**Failures in two-component fine-structure intervals of Gd ions**

The table holds fine-structure intervals in cm⁻¹ for nine ions of Gd (Z = 64) with one electron or one hole in a p or d shell, from PySCF X2C-1e at the GHF and GMP2 levels with screened-nucleus spin-orbit factors and at the GHF level with the bare-nucleus term. The program fits nothing: it forms ratios and differences of the columns and compares bare/screened with the parameter-free estimate 1/(1 − Q/Z), Q = 2 for p and 10 for d. The ratio is about 1.035 for p and 1.186 for d, slightly above the estimate, which reflects the built-in factor and is no test of real screening. The bare-SO cell of Gd29+ falls short by one whole interval, which points to a determinant in the wrong state. GMP2 − GHF is negative for the ns² np¹ ions and smaller and positive for the p⁵ ions, reaches 0.55 % of the interval at most, and is smaller than the bare-screened gap in all eight sound rows.

Calculated values. Fine-structure intervals of Gd ions, final less first configuration, from PySCF 2.14.0 with two-component X2C-1e, a Gaussian nucleus and even-tempered basis sets up to f, scaled to each ion. GHF uses one spinor determinant in jj occupation, and GMP2 freezes the listed electrons. Bare-SO has the spin-orbit term of the bare nucleus, and screened-SO scales it by screening factors.

## Script

```python
# Table: fine-structure intervals (1/cm) of Gd ions (Z = 64), PySCF X2C-1e, one spinor determinant:
# GHF and GMP2 with screened-nucleus spin-orbit, GHF with bare-nucleus spin-orbit.
# Tested: ratios that expose a wrong state, the built-in screening factor 1/(1-Q/Z),
# and sign and size of GMP2-GHF against the bare-screened gap. Nothing is fitted.
T = {
    'species': ['Gd27+', 'Gd29+', 'Gd33+', 'Gd37+', 'Gd45+', 'Gd47+', 'Gd51+', 'Gd55+', 'Gd59+'],
    'N': [37, 35, 31, 27, 19, 17, 13, 9, 5],
    'config': ['[Kr] (4d3/2)1', '[Ar] 3d10 4s2 (4p1/2)2 (4p3/2)3', '[Ar] 3d10 4s2 (4p1/2)1', '[Ar] (3d3/2)4 (3d5/2)5', '[Ar] (3d3/2)1', '[Ne] 3s2 (3p1/2)2 (3p3/2)3', '[Ne] 3s2 (3p1/2)1', '[He] 2s2 (2p1/2)2 (2p3/2)3', '[He] 2s2 (2p1/2)1'],
    'final': ['[Kr] (4d5/2)1', '[Ar] 3d10 4s2 (4p1/2)1 (4p3/2)4', '[Ar] 3d10 4s2 (4p3/2)1', '[Ar] (3d3/2)3 (3d5/2)6', '[Ar] (3d5/2)1', '[Ne] 3s2 (3p1/2)1 (3p3/2)4', '[Ne] 3s2 (3p3/2)1', '[He] 2s2 (2p1/2)1 (2p3/2)4', '[He] 2s2 (2p3/2)1'],
    'frozen': [28, 10, 10, 10, 10, 2, 2, 0, 0],
    'ghf_screened_so': [70294, 348980, 366580, 268590, 314580, 1426200, 1505400, 5854100, 6206500],  # 1/cm
    'gmp2_screened_so': [70343, 349440, 364550, 268280, 314870, 1427200, 1500600, 5855300, 6191700],  # 1/cm
    'ghf_bare_so': [83346, -1504.2, 379290, 318740, 373250, 1475800, 1557700, 6058600, 6423000],  # 1/cm
}
import numpy as np
from scipy.constants import physical_constants as pc, alpha
Z = 64
sp = T['species']
N = np.array(T['N'], int); fr = np.array(T['frozen'], int)
s = np.array(T['ghf_screened_so'], float); m = np.array(T['gmp2_screened_so'], float)
b = np.array(T['ghf_bare_so'], float)
l = np.array([2, 1, 1, 2, 2, 1, 1, 1, 1])
hole = np.array([0, 1, 0, 1, 0, 1, 0, 1, 0], bool)
shell = ['4d1', '4p5', '4p1', '3d9', '3d1', '3p5', '3p1', '2p5', '2p1']
# further outputs of the same runs: 2mj of upper determinant, screened GHF and GMP2 intervals in eV
mju = np.array([5, 1, 3, 3, 5, 1, 3, 1, 3])
eg = np.array([8.715386, 43.2679, 45.45068, 33.30067, 39.00295, 176.825621, 186.647464, 725.817942, 769.506282])
em = np.array([8.721442, 43.32494, 45.19901, 33.26223, 39.03874, 176.953641, 186.054939, 725.969076, 767.668972])
cm = pc['electron volt-inverse meter relationship'][0] / 100
half = lambda x: 0.5 * 10 ** (np.floor(np.log10(np.abs(x))) - 4)
Q = l * (l + 1) * (2 * l + 1) / 3
est = 1 / (1 - Q / Z); r = b / s
rr = np.abs(r) * (half(b) / np.abs(b) + half(s) / s)
ok = b > 0; bad = int(np.argmin(b))
print(f"Z*alpha = {Z*alpha:.3f}, 1/Z = {100/Z:.2f} %; estimate 1/(1-Q/Z): p {1/(1-2/Z):.5f}, d {1/(1-10/Z):.5f}")
print("ion shell N | bare/screened, minus estimate, rounding of ratio | bare-screened (1/cm)")
for i in range(9):
    print(f"{sp[i]} {shell[i]} {N[i]} | {r[i]:.5f} {r[i]-est[i]:+.5f} {rr[i]:.5f} | {b[i]-s[i]:.0f}")
for L, nm in ((1, 'p'), (2, 'd')):
    k = ok & (l == L)
    print(f"{nm} rows, positive bare value ({k.sum()}): ratio {r[k].min():.5f} to {r[k].max():.5f}, mean {r[k].mean():.5f}, "
          f"spread {np.ptp(r[k]):.5f}, mean above estimate {100*(r[k]/est[k]-1).mean():.2f} %")
p = ok & (l == 1); ex = s[bad] * r[p].mean()
print(f"{sp[bad]} bare implied by other p ratios: {s[bad]*r[p].min():.0f} to {s[bad]*r[p].max():.0f} 1/cm; table {b[bad]:.1f}")
print(f"{sp[bad]} shortfall {ex-b[bad]:.0f} 1/cm = {(ex-b[bad])/ex:.4f} of implied interval; table value = {100*b[bad]/ex:.2f} % of it")
print("hole/one-electron interval in one shell: screened GHF, bare GHF, GMP2 | rise of screened GHF")
for h, e in ((1, 2), (5, 6), (7, 8), (3, 4)):
    print(f"{shell[h]}/{shell[e]}: {s[h]/s[e]:.4f} {b[h]/b[e]:.4f} {m[h]/m[e]:.4f} | {s[e]-s[h]:.0f} 1/cm, {100*(s[e]/s[h]-1):.1f} %")
print(f"change of shell: {sp[2]} to {sp[3]} factor {s[3]/s[2]:.3f}; {sp[4]} to {sp[5]} factor {s[5]/s[4]:.2f}; largest/smallest {s.max()/s.min():.1f}")
two_j_low = np.where(hole, 2 * l + 1, 2 * l - 1)
share = mju <= two_j_low
print("upper mj also present in lower level:", ", ".join(sp[i] for i in range(9) if share[i]))
print(f"GHF cells in those rows: {2*share.sum()}, with negative interval: {int((b[share] < 0).sum() + (s[share] < 0).sum())}")
d = (em - eg) * cm; gap = b - s
print("GMP2-GHF: ion shell correlated e | table +- rounding, from eV (1/cm), % | gap/|shift|")
for i in range(9):
    g = f"{gap[i]/abs(d[i]):.1f}" if ok[i] else "bare cell faulty"
    print(f"{sp[i]} {shell[i]} {N[i]-fr[i]} | {m[i]-s[i]:+.0f} +-{half(m[i])+half(s[i]):.0f}, {d[i]:+.0f}, {100*d[i]/s[i]:+.3f} | {g}")
p1 = (l == 1) & ~hole; p5 = (l == 1) & hole
for h, e in ((1, 2), (5, 6), (7, 8)):
    print(f"|shift| {shell[e]} over {shell[h]}: {abs(d[e]/d[h]):.1f}")
print(f"largest |shift| {100*np.abs(d/s).max():.2f} % ({sp[int(np.argmax(np.abs(d/s)))]}); d rows at most {100*np.abs(d/s)[l==2].max():.2f} %")
print(f"gap/|shift| over eight rows: {(gap/np.abs(d))[ok].min():.1f} to {(gap/np.abs(d))[ok].max():.0f}")
print(f"eV outputs against table, largest relative difference: {max(np.abs(eg*cm/s-1).max(), np.abs(em*cm/m-1).max()):.1e}")
assert (~ok).sum() == 1 and sp[bad] == 'Gd29+'
assert np.all(np.abs(r[ok] / est[ok] - 1) < 0.005)
assert np.all(d[p1] < 0) and np.all(d[p5] > 0)
assert np.all(gap[ok] > np.abs(d[ok]))
```

Output:

```
Z*alpha = 0.467, 1/Z = 1.56 %; estimate 1/(1-Q/Z): p 1.03226, d 1.18519
ion shell N | bare/screened, minus estimate, rounding of ratio | bare-screened (1/cm)
Gd27+ 4d1 37 | 1.18568 +0.00049 0.00002 | 13052
Gd29+ 4p5 35 | -0.00431 -1.03657 0.00000 | -350484
Gd33+ 4p1 31 | 1.03467 +0.00241 0.00003 | 12710
Gd37+ 3d9 27 | 1.18672 +0.00153 0.00004 | 50150
Gd45+ 3d1 19 | 1.18650 +0.00132 0.00003 | 58670
Gd47+ 3p5 17 | 1.03478 +0.00252 0.00007 | 49600
Gd51+ 3p1 13 | 1.03474 +0.00248 0.00007 | 52300
Gd55+ 2p5 9 | 1.03493 +0.00267 0.00002 | 204500
Gd59+ 2p1 5 | 1.03488 +0.00262 0.00002 | 216500
p rows, positive bare value (5): ratio 1.03467 to 1.03493, mean 1.03480, spread 0.00026, mean above estimate 0.25 %
d rows, positive bare value (3): ratio 1.18568 to 1.18672, mean 1.18630, spread 0.00104, mean above estimate 0.09 %
Gd29+ bare implied by other p ratios: 361080 to 361171 1/cm; table -1504.2
Gd29+ shortfall 362629 1/cm = 1.0042 of implied interval; table value = -0.42 % of it
hole/one-electron interval in one shell: screened GHF, bare GHF, GMP2 | rise of screened GHF
4p5/4p1: 0.9520 -0.0040 0.9586 | 17600 1/cm, 5.0 %
3p5/3p1: 0.9474 0.9474 0.9511 | 79200 1/cm, 5.6 %
2p5/2p1: 0.9432 0.9433 0.9457 | 352400 1/cm, 6.0 %
3d9/3d1: 0.8538 0.8540 0.8520 | 45990 1/cm, 17.1 %
change of shell: Gd33+ to Gd37+ factor 0.733; Gd45+ to Gd47+ factor 4.53; largest/smallest 88.3
upper mj also present in lower level: Gd29+, Gd37+, Gd47+, Gd55+
GHF cells in those rows: 8, with negative interval: 1
GMP2-GHF: ion shell correlated e | table +- rounding, from eV (1/cm), % | gap/|shift|
Gd27+ 4d1 9 | +49 +-1, +49, +0.069 | 267.2
Gd29+ 4p5 25 | +460 +-10, +460, +0.132 | bare cell faulty
Gd33+ 4p1 21 | -2030 +-10, -2030, -0.554 | 6.3
Gd37+ 3d9 17 | -310 +-10, -310, -0.115 | 161.8
Gd45+ 3d1 9 | +290 +-10, +289, +0.092 | 203.2
Gd47+ 3p5 15 | +1000 +-100, +1033, +0.072 | 48.0
Gd51+ 3p1 11 | -4800 +-100, -4779, -0.317 | 10.9
Gd55+ 2p5 9 | +1200 +-100, +1219, +0.021 | 167.8
Gd59+ 2p1 5 | -14800 +-100, -14819, -0.239 | 14.6
|shift| 4p1 over 4p5: 4.4
|shift| 3p1 over 3p5: 4.6
|shift| 2p1 over 2p5: 12.2
largest |shift| 0.55 % (Gd33+); d rows at most 0.12 %
gap/|shift| over eight rows: 6.3 to 267
eV outputs against table, largest relative difference: 2.3e-05
```
